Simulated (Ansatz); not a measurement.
InSb3: energy above lowest point and pressure against volume scale

Free energy against uniform scaling of the volume at fixed shape and fractions; periodic cell, basis, potentials, k mesh and filling as listed. The results are calculated, by Ansatz 0.2.0.

The cell before it is scaled or strained (space group Fm-3m, No. 225):
```
InSb3
1.0
      0.0000     3.7946     3.7946
      3.7946     0.0000     3.7946
      3.7946     3.7946     0.0000
In Sb
1 3
Direct
  0.00000 0.00000 0.00000
  0.25000 0.25000 0.25000
  0.75000 0.75000 0.75000
  0.50000 0.50000 0.50000
```

Settings of every row: functional PBEsol; dispersion D4; potentials PAW; wave cutoff 500 eV; density cutoff 2000 eV; k mesh 4x4x4; k shift 0x0x0; occupations fermi dirac; smearing width 0.05 eV; spin none.

Limits: coarse k mesh, up to 40 meV an atom off; minimum outside the range; the cell comes from a prototype or a list of computed structures and needn't be the stable phase.

| row | volume scale | V (Å³/atom) | energy above lowest point (meV/atom) | pressure (GPa) |
| --- | --- | --- | --- | --- |
| 1 | 0.92 | 25.134 | 0 | -1.93 |
| 2 | 0.9467 | 25.863 | 12.5 | -3.52 |
| 3 | 0.9733 | 26.59 | 31.6 | -4.81 |
| 4 | 1 | 27.319 | 56 | -5.9 |
| 5 | 1.0267 | 28.049 | ? | ? |
| 6 | 1.0533 | 28.775 | 117.9 | -7.62 |
| 7 | 1.08 | 29.505 | 154 | -8.21 |

Question: what energy above lowest point and pressure should row 5 give?

Worked fit of energy above lowest point. Take u = (V_r/V)^(2/3) − 1 with V_r = 26.954 Å³ an atom, which is twice the finite (Eulerian) strain; such expansions in the strain, on which the Birch-Murnaghan equation of state is built, carry the rest volume and the bulk modulus. The shown rows have u = 0.04771, 0.02793, 0.00911, -0.00893, -0.04265, -0.0585. Least squares give energy above lowest point = 43.14 − 1360.2 × u + 9366 × u² + 3837 × u³ meV/atom; a parabola predicts inner rows, each left out in turn, worse (root mean square 0.17 against 0.085 meV/atom). The rows lie off it by 0.0, 0.0, 0.1, 0.0, 0.0, 0.0. The withheld row has u = -0.0262, so the fit gives 43.14 − 1360.2 × (-0.0262) + 9366 × (-0.0262)² + 3837 × (-0.0262)³ = 85.1 meV/atom.

The calculation gave 85 meV/atom. The fit lies 0.1 meV/atom (0.065 % of the column's range) above it, one unit of the last digit.

Worked fit of pressure. Take u = (V_r/V)^(2/3) − 1 with V_r = 26.954 Å³ an atom, which is twice the finite (Eulerian) strain; such expansions in the strain, on which the Birch-Murnaghan equation of state is built, carry the rest volume and the bulk modulus. The shown rows have u = 0.04771, 0.02793, 0.00911, -0.00893, -0.04265, -0.0585. Least squares give pressure = −5.391 + 61.52 × u + 225.9 × u² GPa; a straight line predicts inner rows, each left out in turn, worse (root mean square 0.24 against 0.029 GPa). The rows lie off it by 0.01, -0.02, 0.00, 0.02, -0.02, 0.01. The withheld row has u = -0.0262, so the fit gives −5.391 + 61.52 × (-0.0262) + 225.9 × (-0.0262)² = -6.85 GPa.

The calculation gave -6.84 GPa. The fit lies 0.01 GPa (0.16 % of the column's range) below it, one unit of the last digit.
